An aluminium atom moves from one hollow of graphene to the next over a hill of only about 0.1 eV, roughly four times the thermal energy at room temperature. The hill is low and smooth because the atom slides over the middle of a carbon–carbon bond and stays in contact with the sheet all the way.

Al hopping between neighbouring hollows of a 3×3 graphene monolayer, computed with Ansatz 0.2.0 using spin-polarised PBE-D3(BJ), PAW, plane waves up to 420 eV, a 2×2×1 k mesh and Gaussian smearing of 0.05 eV. The path is a climbing-image nudged elastic band with seven images between relaxed ends and a force limit of 0.05 eV/Å; band forces are largest components.

```tsv
row	energy over the start (eV)	path length (Å)	band force (eV/Å)
1	0.000	0.000	n/a
2	0.014	0.295	0.048
3	0.051	0.590	0.008
4	0.091	0.885	0.008
5	0.108	1.179	0.022
6	0.090	1.480	0.008
7	0.048	1.781	0.010
8	0.012	2.081	0.019
9	0.000	2.382	n/a
```

**What the atom passes.** Al starts almost exactly above the centre of a carbon ring, about 2.2 Å over the sheet, with six nearly equal carbon neighbours at about 2.59 Å. Halfway to the next ring centre lies the middle of a C–C bond. A detour over a carbon atom would take at least 2.85 Å, whereas the whole path measures 2.38 Å. That length also keeps Al within 0.15 Å of the straight line between its end positions, sideways or upwards, so it does not lift off in order to move.

**Why the hill is low.** If Al crosses the bond at unchanged height, its six contacts give way to two at about 2.3 Å and four at about 2.9 Å; two of these four are atoms of the next ring. Some neighbours come closer while others recede, and the atom is never left without partners. Theory offers a reason why this exchange costs so little: Al gives electron charge to graphene and is then held mainly by the attraction between a positive ion and a negative sheet. Such an attraction has little preference for direction, unlike a covalent bond that would have to break and form again. The energies agree with this picture but do not single it out, since smooth dispersion forces would also favour easy sliding. The electron count says more. The cell holds 75 electrons, yet the run shows no magnetic moment, no partly filled level and a gap of 0.98 eV on its k mesh. This is what one expects if the odd electron of Al has gone into the bands of graphene: a 3×3 cell folds the Dirac points onto the zone centre, which carries a quarter of the weight on a 2×2×1 mesh, so the two empty levels per spin there take exactly one electron.

**Why the hill has this shape.** The two hollows are equivalent, so the energy must return to zero. By symmetry the slope vanishes at the hollow and again over the bond centre, and it has to be largest in between. This is why the first and last steps on each flank are small, while the two middle steps make up about 70 % of the climb and of the descent.

The simplest periodic landscape of a honeycomb sheet is a sum of three plane waves. Along the line from hollow to hollow one of them stays constant, and the other two rise and fall together once per hop. With $s$ the path length covered so far, $L$ the full path length and $E_\mathrm{top}$ the highest energy, this leaves a single cosine:

$$E(s)=\frac{E_\mathrm{top}}{2}\left[1-\cos\frac{2\pi s}{L}\right]$$

Take row 3, a quarter of the way along. There $s/L=0.590/2.382$, the cosine is almost zero, and the formula gives half the barrier, 0.053 eV; the band has 0.051 eV. Only the height of the top and the total length entered the formula, so nothing was fitted to row 3. It is a mild test, though: a triangular hill would also stand at half height there, and the rows next to the hollow and next to the top say more about the shape. The printed analysis below compares this curve with every row.

**Where the curve and the band part.** The cosine is worst at row 7, where it lies 7 meV too high, about 6 % of the barrier. The two flanks of the band also differ from each other by 1 to 3 meV, although an ideal hop between two ring centres would make them equal. The slightly uneven spacing of the images is not the reason: it would put rows 6 to 8 above their partners, as the cosine column shows, and the band has them below. The ends are the likelier source. The end positions of Al lie 0.10 Å closer together than two ring centres, and the coordinates show why: the sheet itself shifts by about 0.07 Å between the ends, and Al sits about 0.04 Å off the ring centre at the start but centred at the end. The force limit permits such an offset in so soft a hollow, and it can make the two flanks slightly unequal. Differences of a few meV therefore carry no chemistry.

**Reading the band force.** This column does not follow the steepness of the hill. Between rows 3 and 4 the energy climbs by about 0.14 eV per Å, yet the band force at both rows is only 0.008 eV/Å, because the pull along the path is left out on the flanks. What remains there is the sideways force and the pull of the springs between images, so it shows how well the band has settled. Row 2 is the least settled image, just under the limit of 0.05 eV/Å. Row 5 is the climbing image, which keeps the force along the path; its remaining force means it may sit slightly beside the true top.

**Is row 5 the pass?** The energy curves downwards along the band at the top by about 0.40 eV/Å², and a separate search for the most negative curvature found nearly the same value. The direction of the hop is thus very probably a falling one. The search did not settle, however, so a second falling direction remains possible. In that case a lower pass would lie nearby, and Al would move even more easily.

**What this means for a metal contact.** At 300 K the barrier lets about one attempt in 65 succeed, and a trapped atom makes very roughly $10^{12}$ attempts per second. The height itself is uncertain: PBE tends to underrate barriers, the coarse k mesh probably forces the donated charge into a closed shell with a gap that a finer mesh would not show, the dipole of the one-sided layer is uncorrected, zero-point terms are left out, and the run started without magnetic moments, so a magnetic state was not tested. The cell is also small, with copies of the charged Al only 7.4 Å apart, the single sheet has no support beneath it, and the program warns that a switch in the dispersion correction lies within reach. Yet even a doubled barrier would let one attempt in about 4000 succeed, which still means more than a hundred million hops per second. When aluminium is deposited on clean graphene, single atoms are therefore not expected to stay where they land, and the bare sheet cannot be relied on to hold an even first layer in place.

Output of the analysis:

```
Steps along the band and the single cosine:
  row  energy step in eV  slope in eV per angstrom  cosine in eV  cosine less band in eV
    1                n/a                       n/a             0                       0
    2              0.014                   0.04746       0.01554                 0.00154
    3              0.037                    0.1254       0.05322                0.002217
    4               0.04                    0.1356       0.09134               0.0003438
    5              0.017                   0.05782         0.108              -2.705e-05
    6             -0.018                   -0.0598       0.09305                0.003055
    7             -0.042                   -0.1395       0.05478                0.006783
    8             -0.036                     -0.12       0.01614                0.004145
    9             -0.012                  -0.03987             0                       0
Largest miss of the cosine in eV: 0.006783
Place of the top as a fraction of the path: 0.495
Share of the climb between rows 2 and 4 in percent: 71.3
Share of the descent between rows 6 and 8 in percent: 72.22
Row 2 less row 8 in meV: 2
Row 3 less row 7 in meV: 3
Row 4 less row 6 in meV: 1
Spacing of neighbouring hollows in angstrom: 2.466
Spacing less recorded Al shift in angstrom: 0.1019
Cosine energy of an end off centre by that much in eV: 0.001938
Shortest way from hollow to hollow over a carbon atom in angstrom: 2.847
Farthest Al can stray from the straight line in angstrom: 0.1456
Height of Al over the sheet at the start in angstrom: 2.166
Two near contacts over a bond centre at the same height in angstrom: 2.28
Four next contacts over a bond centre at the same height in angstrom: 2.87
Curvature along the band at the top in eV per square angstrom: -0.3954
Lowest curvature found by the order check in eV per square angstrom: -0.4033
Barrier over thermal energy at 300 K: 4.178
Attempts per successful hop at 300 K from the Boltzmann factor: 65.21
The same with the barrier doubled: 4252
```
